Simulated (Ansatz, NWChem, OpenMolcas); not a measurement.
## BH (SMILES [BH]): methods side by side

The species is BH (2 atoms), meant as a singlet with charge 0. As SMILES, `[BH]`. The bond length is the measured one.

```xyz
2

B     0.0000    0.0000    0.0000
H     0.0000    0.0000    1.2324
```

Each level gives the vertical energy of the triplet above the singlet (eV). The values are calculated.

| level | kind | program | value (eV) | less CCSD(T)/def2-TZVPPD |
| --- | --- | --- | --- | --- |
| SVWN5/def2-TZVPPD | LDA | OpenMolcas | 0.99 | -0.34 |
| BLYP/def2-TZVPPD | GGA | NWChem | 1.17 | -0.16 |
| BHLYP/def2-TZVPPD | global hybrid | NWChem | 1.13 | -0.20 |
| wB97M-V/def2-TZVPPD | range-separated hybrid | Ansatz | 1.36 | +0.03 |
| wB97X/def2-TZVPPD | range-separated hybrid | Ansatz | 1.16 | -0.17 |
| RPA@PBE0/def2-TZVPPD | RPA | Ansatz | 1.23 | -0.10 |
| MP2/def2-TZVPPD | perturbation theory | Ansatz | 1.01 | -0.32 |
| CCSD(T)/def2-TZVPPD, open shells restricted | coupled cluster or CI | OpenMolcas | 1.33 | 0.00 |
| FCI/3-21G | exact in the basis | Ansatz | 1.05 | -0.28 |

CCSD(T)/def2-TZVPPD, open shells restricted is the highest level here, not the true value. The values span 0.99 to 1.36 eV. High-level rows in very small sets aren't better than simpler rows in larger ones.

Every level places the singlet below the triplet, so the ordering is secure at this geometry even though the size of the gap is not. The singlet holds two electrons in a boron-centred σ lone pair with considerable 2s character. The triplet moves one of them into the empty 2pπ shell, and the exchange gained by parallel spins doesn't repay the cost of promotion.

The same empty π shell lies low enough for the lone pair to correlate into it, which stabilises the singlet specifically. Second-order perturbation theory recovers this pair correlation incompletely, which probably explains why MP2 gives a gap as small as 1.01 eV. The low FCI value more likely reflects the lack of polarisation functions, which the paired electrons need to avoid each other in angle.

Among the density functionals, exact exchange alone doesn't order the results: BLYP and BHLYP nearly coincide, while the two range-separated hybrids differ clearly. The close match of wB97M-V to coupled cluster for this one gap doesn't establish similar accuracy for other carbene-like species.
